## Why ruthenium softens as it is stretched

A block of metal looks like a stiff spring, and an ideal spring answers equal changes of length with equal changes of force. For a ruthenium crystal whose volume is changed in equal steps, this picture predicts equal changes of pressure, however far the crystal is already squeezed or stretched. The table tests it on nine cells of the same shape, from compressed to stretched.

Hexagonal close-packed ruthenium at fixed c/a, calculated with Ansatz 0.2.0 using scalar-relativistic DFT without spin polarisation, the PBE functional and frozen-core PAW. All cells use a 14 × 14 × 8 k mesh, a plane-wave cutoff of 420 eV and Fermi-Dirac smearing with a width of 0.03 eV. Pressure is positive in compression.

```
volume (Å³/atom)     c/a  shortest distance (Å)  pressure (GPa)
          12.767  1.5825                  2.597          28.278
          13.032  1.5825                  2.614          19.596
          13.167  1.5825                  2.624          15.506
          13.303  1.5825                  2.633          11.646
          13.575  1.5825                  2.650           4.557
          13.846  1.5825                  2.668          -1.758
          13.982  1.5825                  2.677          -4.652
          14.118  1.5825                  2.685          -7.382
          14.389  1.5825                  2.702         -12.387
```

Read row by row, the pressure seems to fall unevenly: first by 8.7 GPa, then by 4.1 and 3.9, then by 7.1. The cause is the uneven spacing of the volumes, since some steps are twice as wide as others. A fair measure is the modulus, the pressure drop divided by the change of the logarithm of the volume. It falls at every step, without a jump.

It falls a long way, from 423 GPa over the first step to 263 GPa over the last. The spring therefore weakens by more than a third while the volume grows by about a tenth, counted from the middle of the first step to the middle of the last. For each GPa of pressure released, the crystal loses nearly 5 GPa of modulus.

Two limits show why the curve must flatten. If the atoms are pulled infinitely far apart, they no longer act on each other and the pressure is zero. If they are pressed hard together, the pressure is large and positive. A bound crystal lies between these limits: it has one volume at which it rests, and beyond it the pressure is negative, which means that the cell would shrink if released. A curve that comes down steeply, passes through zero and must at last return to zero from below has to lose its slope on the way.

The forces behind this curve appear when the energy is split into parts. Pressure is the energy released per unit of added volume, so each part of the energy contributes its own pressure. Electrons confined to less space have shorter wavelengths and more kinetic energy, and this pushes the cell outward. Compression also brings electrons and ions closer together and lowers the electrostatic and exchange-correlation energies, and this pulls the cell inward.

For the cells at 13.032, 13.575 and 14.118 Å³/atom the calculation gives these parts separately. Between the first two, the kinetic push is 549 GPa and the pull of all other terms is 537 GPa. Between the last two, the push is 479 GPa and the pull 481 GPa. The pressure in the table is thus a small difference between two large opposing contributions, and it changes sign because the push fades faster than the pull.

The same comparison shows where the stiffness comes from. From the first interval to the second the push loses 69 GPa and the pull 56 GPa, and the difference of 13 GPa is the fall in pressure. A crystal is stiff when this difference is large for a small change of volume. Both contributions decay with distance, so each is expected to lose most where it is strongest, in the compressed cells. On expansion both losses should then shrink. The push loses more and fades faster, so its loss should also shrink by more than that of the pull, and the difference that makes the crystal resist becomes smaller. Three cells give only one loss of each kind, so this last step is argued and not calculated.

The simplest system with such a balance is a uniform gas of electrons in a smeared-out positive background. Its wavelengths grow in proportion to the edge of the box, that is, as $V^{1/3}$, where $V$ is the volume. Kinetic energy goes as the inverse square of the wavelength, hence as $V^{-2/3}$. The average charges of the gas and the background cancel, and the attraction that remains comes from electrons avoiding one another. The main part of this energy, the exchange energy, goes as the inverse distance, hence as $V^{-1/3}$. Differentiation with respect to volume gives a push that falls as $V^{-5/3}$ and a pull that falls as $V^{-4/3}$. The gas therefore reproduces the order found in ruthenium, with the push fading faster than the pull.

How fast the push should fade can be worked out without any adjustable constant. The midpoints of the two intervals lie at about 13.30 and 13.85 Å³/atom, a ratio of 1.041. The gas law then leaves a fraction $1.041^{-5/3} \approx 0.935$ of the push, a loss of about 6.5 per cent. The calculation for ruthenium gives 12.6 per cent, about twice as much. The gas is a sound guide to the direction of the trend and a poor one to its pace; the printed output below gives the comparison together with the modulus of each step.

What the gas lacks is atoms with shells. Most of the valence electrons of ruthenium are in d orbitals, which stay close to their atoms and meet those of the neighbours only with their tails. Such an overlap decays with distance much faster than the kinetic energy of a uniform gas, and with it goes the kinetic energy that the crowding of the shells costs. The same overlap also binds the atoms, so it feeds the pull as well as the push, and the s and p electrons add a push of their own when they are squeezed against the ion cores. These are arguments from the general theory of transition metals, not a separation made by the calculation.

The energy levels show that the coupling between the atoms does fade quickly. At the centre of the Brillouin zone, the spread between the highest and lowest doubly degenerate valence levels considered shrinks from 4.02 eV at 13.032 Å³/atom to 3.56 eV at 14.118 Å³/atom. That is more than a tenth, where the kinetic energies in a uniform gas, which fall as $V^{-2/3}$, would lose about a twentieth. In the usual band picture of such metals these are d levels, and their spread is a rough measure of how strongly neighbouring atoms are coupled. It does not tell how much of the push comes from them.

The size of the push needs some caution. The method describes the electrons by smooth functions and corrects them close to each nucleus, and the push counts only the kinetic energy of the smooth functions. It does so for all electrons treated, the inner 4s and 4p shells included. The correction is booked with the pull, so another construction of the atoms would shift energy from one side to the other. Part of the excess over the gas law may come from this division. The total is free of the ambiguity: the slope of the free energy reproduces the mean pressure of every step to within 0.1 GPa.

The balance point lies at about 13.77 Å³/atom, between the rows at 13.575 and 13.846. It belongs to this functional and to nuclei at rest; their thermal and zero-point motion would move it to a slightly larger volume. It also belongs to the fixed ratio c/a of 1.5825. In every row the stress within the hexagonal plane exceeds the stress along the axis, by 0.5 GPa in the smallest cell and 2.4 GPa in the largest. The tabulated pressure is the mean over the three directions, and at zero mean pressure the crystal is still slightly squeezed in the plane and stretched along the axis.

A guess for a neighbouring case can start from the same balance. When a given metal is compressed, its push should steepen more than its pull, and the crystal should become stiffer. The more of that push comes from overlapping shells and the less from nearly free electrons, the faster the stiffness should change with volume.

Printed output of the fit:

```
Each row against the row before, and stress difference in the row:
     row  volume step (Å³/atom)  pressure drop (GPa)  modulus over the step (GPa)  in-plane less axial stress (GPa)
  12.767                    n/a                  n/a                          n/a                            0.5164
  13.032                  0.265                8.682                        422.6                            0.9374
  13.167                  0.135                 4.09                        396.9                             1.134
  13.303                  0.136                 3.86                        375.6                             1.319
  13.575                  0.272                7.089                        350.2                             1.654
  13.846                  0.271                6.315                        319.5                             1.947
  13.982                  0.136                2.894                        296.1                              2.08
  14.118                  0.136                 2.73                          282                             2.204
  14.389                  0.271                5.005                        263.2                             2.428
Volume at zero pressure, linear interpolation (Å³/atom): 13.77
Modulus over the first step divided by that over the last: 1.605
Modulus lost per GPa of pressure released, first to last step: 4.712
Largest disagreement of mean pressure and free-energy slope over a step (GPa): 0.08709
Compression 14.118 to 13.032, change of smooth kinetic energy (eV per cell): 6.968
Same compression, change of electrostatic terms (eV per cell): -4.487
Same compression, change of smooth exchange-correlation energy (eV per cell): -2.543
Same compression, change of total free energy (eV per cell): 0.0687
Outward kinetic push between 13.032 and 13.575 (GPa): 548.6
Inward pull of all other terms between 13.032 and 13.575 (GPa): 536.9
Outward kinetic push between 13.575 and 14.118 (GPa): 479.4
Inward pull of all other terms between 13.575 and 14.118 (GPa): 481
Loss of push from the first interval to the second (GPa): 69.29
Loss of pull from the first interval to the second (GPa): 55.85
Loss of push (percent): 12.63
Loss of push expected for a uniform electron gas (percent): 6.452
Doublet spread at 13.032 (eV): 4.021
Doublet spread at 14.118 (eV): 3.558
```
